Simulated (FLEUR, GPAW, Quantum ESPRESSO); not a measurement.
# Magnetic moment and magnetic energies of MnCuAs (P4/nmm) in LDA, PBEsol and PBE with three programs

An antiferromagnetic memory layer stores information in the direction of opposed moments, so its design needs the size of those moments and the energy that keeps them opposed. For tetragonal MnCuAs we examine how far both depend on the density functional and on the program. The magnetic energy gain is measured from the state without spin polarisation, and the energy of the opposed order from the parallel order, both per Mn atom. The net moment belongs to the parallel state, where the Mn spins add up; it is a common yardstick for the programs because it does not depend on an atomic sphere. The crystal is the same in every run, so changes of bond length play no part in the differences.

## How the numbers were made

One crystal, MnCuAs (P4/nmm), 6 atom(s) a primitive cell, from cells of the Materials Project database (relaxed there by DFT); the same crystal and atoms in all runs, the cell doubled where an order needs it. Quantum ESPRESSO 7.5, plane waves with GBRV 1.5 LDA or GBRV 1.5 PBE or GBRV 1.5 PBEsol pseudopotentials, cutoff 544 eV. GPAW 26.7.0, plane waves with GPAW's PAW setups, cutoff 550 eV. FLEUR MaX-R8.1, all-electron LAPW with Kmax 3.6 1/bohr. Fermi-Dirac smearing and k mesh are listed by row. Collinear spins, no spin-orbit coupling; moments start on Mn. The opposed order is +- (q in fractions of the primitive reciprocal vectors, signs in the order of the magnetic atoms); it reverses 4 of 4 magnetic neighbours at 3.36 Å and 0 of 4 magnetic neighbours at 3.70 Å. The same in all rows: Hubbard U (eV; U - J where no J is given): none.

Notes on method and selection:

- Each state is what a run reaches from typed starting moments; only a few collinear orders were started, so the lowest found need not be the ground state. Spin-orbit coupling is left out of these energies, which are free energies at the smearing width. A magnetic atom is one that was given a starting moment.
- Site moments count the spin inside each program's own atomic sphere, so they depend somewhat on its radius and leave out the spin between the spheres.
- The opposed order is the lowest of those finished most often; single rows may have found a lower one.
- Meshes and smearing differ between rows, which moves small energy differences by some meV.
- A cell is blank where the run behind it was not made, did not finish, lost its pattern of moments or is not comparable with the others.
- Quantum ESPRESSO sets the radius of an element's spheres to about 0.41 of its shortest distance to a neighbour.
- Where several measured values exist, one near their median is shown, and none where they scatter widely or belong to another phase or kind of order.
- Runs that did not converge, have known faults or may not be shown are not listed, and runs on Ansatz's PAW sets soft_1 and soft_2 are kept to separate tables.

Columns:

- magnetic energy gain (meV): energy of the run without spin polarisation less that of the parallel start, per magnetic atom (positive: magnetism is favoured), rows without U only.
- moment, opposed (μB): largest site spin moment of the opposed order.
- smearing, mesh: smearing width (eV) and k mesh of the primitive cell.
- net moment (μB): net spin moment from the parallel start, per magnetic atom.
- site moment (μB): largest site spin moment from the parallel start.
- E(opposed) - E(parallel) (meV): energy of the opposed order less that of the parallel order, per magnetic atom (positive: parallel is favoured).

## Computed values

| member | magnetic energy gain (meV) | moment, opposed (μB) | smearing, mesh | net moment (μB) | site moment (μB) | E(opposed) - E(parallel) (meV) |
| --- | --- | --- | --- | --- | --- | --- |
| QE, PBE | 973 | 3.40 | 0.05, 8×8×8 | 3.652 | 3.436 | −152.6 |
| QE, LDA | 673 | 3.21 | 0.1, 8×8×4 | 3.408 | 3.202 | −134.1 |
| GPAW, PBE | 908 | 3.37 | 0.05, 8×8×8 | 3.590 | 3.403 | −160.3 |
| FLEUR, PBEsol | 1004 | 3.54 | 0.05, 8×8×4 | ? | ? | ? |
| QE, PBEsol | – | 3.37 | 0.1, 10×10×6 | 3.593 | 3.378 | −140.9 |

Cells marked ? are withheld until the estimate has been made.

## Reading the trend

Within Quantum ESPRESSO the net moment rises from 3.408 μB in LDA to 3.593 in PBEsol and 3.652 in PBE. The full step is 3.652 − 3.408 = 0.244 μB per Mn. Changing the program at fixed functional, mesh and smearing width matters less: GPAW in PBE lies 3.652 − 3.590 = 0.062 μB below Quantum ESPRESSO.

The rise fits the known action of gradient corrections, which usually favour spin polarisation in a 3d shell. They widen the splitting between majority and minority Mn 3d states, and more electrons move to the majority side.

The energy gain reacts more strongly than the moment. From LDA to PBE in Quantum ESPRESSO it grows by 973 − 673 = 300 meV per Mn, a factor of 973 / 673 = 1.45, while the square of the net moment grows only by (3.652 / 3.408)² = 1.15. In a Stoner picture the gain is an exchange term proportional to the squared moment, less the band energy spent on polarising the electrons. A modest strengthening of exchange can therefore change the remainder by a large fraction.

The opposed order is lower than the parallel one in all four rows with both energies, by 134.1 to 160.3 meV per Mn. It has antiparallel neighbours at 3.36 Å and parallel ones at 3.70 Å. The preference for it over the parallel order thus survives the change of functional, although other orders may lie lower still. The difference between PBEsol and LDA in Quantum ESPRESSO, 140.9 − 134.1 = 6.8 meV, is comparable with the effect of the differing meshes.

In these four rows the site moments of the two orders agree within 0.04 μB. Mn thus carries a robust local moment, whose size depends more on the functional than on the order.

## Predicting the missing value

Plain estimates from the members shown:

- FLEUR, PBEsol, mean of the 4 members shown: 3.561 μB, standard deviation 0.092

We start from the Quantum ESPRESSO value in the same functional, 3.593 μB. The mean of all four members, 3.561, is pulled down by LDA, which gives a clearly smaller moment.

The two PBE rows offer one trial of this route. Predicting either from the other misses by 0.062 μB. The mean of the other three shown members misses GPAW by about 0.04 and Quantum ESPRESSO by about 0.12, so the support for our choice is modest and rests partly on the physics of the functional.

FLEUR's opposed site moment is 3.54 − 3.37 = 0.17 μB above that of Quantum ESPRESSO in PBEsol. A larger Mn sphere could account for this: in the parallel state of Quantum ESPRESSO, 3.593 − 3.378 = 0.215 μB per Mn lies outside the Mn sphere. Such a change of sphere would leave the net moment untouched.

FLEUR's energy gain of 1004 meV is odd, since it exceeds both PBE values where PBEsol would be expected below them. It may hint at a larger moment, but an error in the unpolarised reference energy would raise it too. We therefore apply no shift and take the 0.062 μB miss between programs as the standard deviation, giving 3.59 ± 0.06 μB per Mn.

**Committed estimate, FLEUR, PBEsol: net moment = 3.59 ± 0.06 μB.**

## The answer

| member | magnetic energy gain (meV) | moment, opposed (μB) | smearing, mesh | net moment (μB) | site moment (μB) | E(opposed) - E(parallel) (meV) |
| --- | --- | --- | --- | --- | --- | --- |
| FLEUR, PBEsol | 1004 | 3.54 | 0.05, 8×8×4 | 3.720 | 3.545 | −167.0 |

| member | estimate | net moment (μB) | computed | estimate − computed | miss in error bars |
| --- | --- | --- | --- | --- | --- |
| FLEUR, PBEsol | committed | 3.590 | 3.720 | −0.130 | 2.2 |
| FLEUR, PBEsol | mean | 3.561 | 3.720 | −0.159 |  |

The estimate of 3.59 ± 0.06 μB fell outside its error bar. FLEUR gives 3.720 μB per Mn, which is 0.130 higher, or 2.2 error bars. The plain mean missed by 0.159, so starting from the same functional brought only a small gain.

Our main error was to put FLEUR's larger site moment down to its sphere. In the parallel state that site moment exceeds the Quantum ESPRESSO value in PBEsol by 3.545 − 3.378 = 0.167 μB, and the net moment, which needs no sphere, is also higher, by 3.720 − 3.593 = 0.127. Most of the excess is therefore a real difference between the two calculated spin densities. The high energy gain, which we had set aside as ambiguous, pointed the right way.

The result also corrects our view that the program matters less than the functional. The 0.127 μB between programs in PBEsol is about twice the step from PBEsol to PBE within Quantum ESPRESSO, 3.652 − 3.593 = 0.059, and about half the step from LDA to PBE.

## Residuals

Two rows stand apart, at opposite ends of the series.

FLEUR in PBEsol has the largest net moment, the largest energy gain and the strongest preference for the opposed order. That preference is 167.0 − 140.9 = 26.1 meV per Mn stronger than in Quantum ESPRESSO with the same functional. Mesh and smearing differ between these two rows, but they would normally move the moment by much less than 0.127 μB. One possible source is the treatment of the atomic core region: FLEUR keeps all electrons, whereas Quantum ESPRESSO uses pseudopotentials, which can respond differently to a large spin polarisation. FLEUR's basis or its implementation of PBEsol could equally be responsible. The table cannot decide between these causes, since it has no second all-electron row and no FLEUR row in another functional, so the excess should not be read as a proven error of the pseudopotentials.

Quantum ESPRESSO in LDA has the smallest net moment, 3.408 μB, and the smallest gain, 673 meV. Weaker exchange splitting of the Mn 3d states explains the sign of both. A minor part of its 300 meV deficit in gain against PBE comes from the wider smearing, which lowers the free energy of the unpolarised state more than that of the magnetic one.

## Conclusions

The opposed order lies below the parallel one in all five rows, by 134.1 to 167.0 meV per Mn, and the net moment spans 3.408 to 3.720 μB. Taking the moment from another program with the same functional misses by 0.062 μB in PBE and 0.127 in PBEsol. Over those four rows this is on average clearly worse than taking the mean of the other members, with a miss of about 0.09 μB against about 0.06, so an error of about 0.1 μB is realistic for a new one.

One measure of how firmly the moments are held opposed is the field that would force them parallel. It does not tell how stable the stored direction is, which depends on the magnetic anisotropy and so on spin-orbit coupling. For rigid classical moments on two sublattices it is 2ΔE/m, with ΔE the energy between the orders per Mn and m the net moment per Mn. With a Bohr magneton of about 0.058 meV/T, PBEsol in Quantum ESPRESSO gives 2 × 140.9 / (3.593 × 0.058) ≈ 1400 T, far beyond any magnet in a device.

A Hubbard U on Mn, absent here, would probably raise the moment further, so the spread of the table does not cover every choice of method.
